A block of Zr₃Si₂ is squeezed or stretched by the same fraction along all three axes, with its atoms free to settle within the crystal's symmetry. Density-functional theory gives the energy and the stresses, which are positive in compression. Stress xx acts along each of the two equal in-plane axes and stress zz along c. The ratio c/a is held fixed by the way the cell is scaled.

Zr₃Si₂ (P4/mbm, 10-atom cell, unstrained a = 7.066 Å, c = 3.644 Å), with all axes strained equally and the atoms relaxed in each strained cell. Ansatz 0.2.0, PBEsol, plane-wave PAW, scalar-relativistic, no spin polarisation; cutoff 420 eV, 6×6×10 k mesh, Gaussian smearing of 0.1 eV. Energies are extrapolated to zero smearing; stress is positive in compression.

| strain (%) | energy change (meV/atom) | volume change (%) | stress xx (GPa) | stress zz (GPa) |
| --- | --- | --- | --- | --- |
| -2 | 30.9 | -5.88 | 10.17 | 8.90 |
| -1 | 7.5 | -2.97 | 4.78 | 4.17 |
| 0 | 0.0 | 0.00 | 0.02 | -0.01 |
| 1 | 7.1 | 3.03 | -4.17 | -3.66 |
| 2 | 27.6 | 6.12 | -7.85 | -6.87 |

**(a) At 2 % strain, squeezing changes the volume by less than stretching does. Why does it nevertheless cost more energy?**

*Solution.* The crystal does not keep the same stiffness along the series. The bulk modulus, which is the pressure needed per fractional loss of volume, can be read from the pressures of neighbouring rows. It falls from 170 GPa between the two most compressed rows to 119 GPa between the two most stretched. Each further step of squeezing therefore adds more to the pressure than the step before, while each further step of stretching adds less to the tension.

Theory supplies the reason. Squeezing confines the electrons and raises their kinetic energy steeply, while the electron shells of neighbouring atoms overlap and repel. The attraction that binds the crystal grows more gently. Stretching leaves less and less repulsion to lose, and the attraction itself weakens, so the restoring pull grows less than in proportion to the strain.

For comparison, take a crystal whose pressure stays proportional to its change in volume from the unstrained state; the output labels this case "constant bulk modulus". Its energy would depend only on the square of the volume change, so stretching by 2 % would cost 30.3 meV/atom and squeezing only 28.0. The calculated values, 27.6 and 30.9, stand in the opposite order. The change in stiffness more than makes up for the smaller change in volume.

**(b) Between −2 % and +2 %, why is the pressure so much more lopsided than the energy?**

*Solution.* Let $e$ be the strain as a fraction, $V_0$ the unstrained volume per atom and $B$ the bulk modulus at zero strain. A simple energy curve that stiffens on squeezing is

$$E=\tfrac92 BV_0f^2,\qquad f=\tfrac12\left[(1+e)^{-2}-1\right].$$

This is the Birch–Murnaghan equation for a bulk modulus that rises by 4 GPa per GPa of pressure. For small strains it becomes $E\approx\tfrac92BV_0e^2(1-3e)$.

Pressure is the energy released per unit of added volume. Differentiating the energy turns the 3 in the bracket into 4.5. Dividing by the cell's area, which is smaller when the crystal is squeezed, adds another 2:

$$P\approx-3Be(1-6.5e).$$

At 2 % strain the compressed side should thus exceed the stretched side by about 13 % in energy and 30 % in pressure. The calculation gives 12 % and 30 %. One energy curve accounts for both.

A molecule of two atoms behaves similarly: its bond resists shortening more than lengthening, and its force is more lopsided than its energy. The likeness ends at the area, since a single bond has none and the extra 2 does not arise.

The constant $B=142.5$ GPa was fitted to the pressures of all five rows; the energies did not enter the fit. For the row at +2 %, $f=\tfrac12(1/1.02^2-1)=-0.0194$. With $V_0=18.19$ Å³ and 1 GPa Å³ = 0.0062 eV, $BV_0$ is about 16 eV. The energy is then $4.5\times16\times0.0194^2\approx0.027$ eV, or 27 meV/atom.

The full-precision prediction misses the tabulated energy by at most 0.15 meV/atom, in this same row. Most of that miss comes from comparing two slightly different energies: the table extrapolates to zero electronic smearing, whereas the stresses belong to the smeared state. The output below also shows that freeing the rate of stiffening leaves it close to 4. Every row lies on one smooth curve. Because pressure is the slope of the energy, this agreement shows that the two outputs are consistent, not why the crystal stiffens.

**(c) Equal strain does not produce equal stress. What would change if the crystal were put under uniform pressure instead?**

*Solution.* In each strained row stress xx is about 14 % larger in size than stress zz. The crystal therefore resists this deformation more strongly in the plane than along c. The strained runs carried a warning about a loose convergence setting for stress. The energies confirm the mean pressure but not its division between directions, for which the support is the steady ratio.

Suppose the squeezed cell may change shape at fixed volume. Widening it slightly in the plane and shortening it along c lets the larger stress do work, so the energy falls. Under a small uniform pressure c/a would therefore decrease, provided the crystal is stable. That freedom also makes the crystal easier to compress, so 142.5 GPa is an upper bound on the bulk modulus at the start of such a compression, within this zero-temperature model. The model also combines PBEsol with PAW datasets made for PBE, which may shift the value itself.

The bonding behind the stronger in-plane resistance is less certain. Close silicon pairs, 2.45 Å apart, lie in that plane and may contribute. This is a guess, because no row changes those pairs separately from the rest of the crystal.

Output of the analysis:

```
fit of P on 5 rows: coefficient of g 142.5 +/- 0.099; rms 0.00849, worst -1 -0.0121, leave-one-out rms 0.0102
fit of P on 5 rows: coefficient of g 142.5 +/- 0.12, coefficient of gf -1.963 +/- 6.2; rms 0.00835, worst -1 -0.0125, leave-one-out rms 0.0175
Energy changes in meV per atom:
  row  table  smeared free energy  predicted from pressures  constant bulk modulus
   -2   30.9                   31                     30.95                  27.98
   -1    7.5                 7.54                     7.505                  7.137
    0      0                    0                         0                      0
    1    7.1                 7.04                     7.068                  7.429
    2   27.6                27.43                     27.45                  30.31
Pressure and stiffness in GPa:
  row  pressure  bulk modulus between this row and the one before  xx minus zz stress
   -2     9.747                                               n/a                1.27
   -1     4.577                                             169.7                0.61
    0      0.01                                             151.5                0.03
    1        -4                                             134.3               -0.51
    2    -7.523                                             119.2               -0.98
Pressure derivative of the bulk modulus when set free: 3.991
Energy at -2 % over energy at +2 %: 1.12
The same ratio from the factor 1 - 3e: 1.128
The same ratio for a constant bulk modulus: 0.9231
Size of pressure at -2 % over that at +2 %: 1.296
The same ratio from the factor 1 - 6.5e: 1.299
Largest miss of predicted energy against the table in meV per atom: 0.1504
Largest miss of predicted energy against the smeared free energy in meV per atom: 0.05003
Smallest ratio of xx to zz stress in strained rows: 1.139
Largest ratio of xx to zz stress in strained rows: 1.146
Energy gained by atomic relaxation at -2 % in meV per atom: 0.04
```
